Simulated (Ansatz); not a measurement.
# Ti: the change of pressure with volume per atom

Periodic Kohn-Sham DFT of a crystal at fixed atoms; pressure and stress are positive in compression; the energy is the free energy less that of spherical unpolarised free atoms; site moments are those in the method's own spheres, positive along +z. The results are calculated, by Ansatz 0.2.0.

Cell of the first row (space group Im-3m, No. 229):
```
Ti
1.0
     -1.6075     1.6075     1.6075
      1.6075    -1.6075     1.6075
      1.6075     1.6075    -1.6075
Ti
1
Direct
  0.00000 0.00000 0.00000
```

Settings of every row: method frozen-core PAW; functional PBEsol; relativity scalar; k mesh 17x17x17; filling fermi-dirac; smearing width 0.08 eV; wave cutoff 420 eV; paw set soft_2.

Atom start moment: 0 on all atoms.

Limits: PAW files made with PBE.

```csv
row,volume per atom (Å³),pressure (GPa)
1,16.616,-0.291
2,16.969,-2.557
3,17.323,-4.623
4,17.499,-5.587
5,17.676,-6.505
6,17.853,-7.382
7,18.03,?
8,18.383,-9.774
9,18.737,-11.187
```

Question: what pressure should row 7 give?

Worked fit of pressure. Take u = (V_r/V)^(2/3) − 1 with V_r = 17.587 Å³ an atom, which is twice the finite (Eulerian) strain; such expansions in the strain, on which the Birch-Murnaghan equation of state is built, carry the rest volume and the bulk modulus. The shown rows have u = 0.03859, 0.02413, 0.01013, 0.00335, -0.00336, -0.00996, -0.02908, -0.04135. Least squares give pressure = −6.0474 + 137.168 × u + 311.06 × u² GPa; a straight line predicts inner rows, each left out in turn, worse (root mean square 0.16 against 0.0022 GPa). The rows lie off it by 0.000, -0.001, 0.003, -0.003, 0.000, 0.001, -0.001, 0.000. The withheld row has u = -0.01645, so the fit gives −6.0474 + 137.168 × (-0.01645) + 311.06 × (-0.01645)² = -8.220 GPa.

The calculation gave -8.218 GPa. The fit lies 0.002 GPa (0.018 % of the column's range) below it; its largest miss of a shown row is 0.003 GPa.
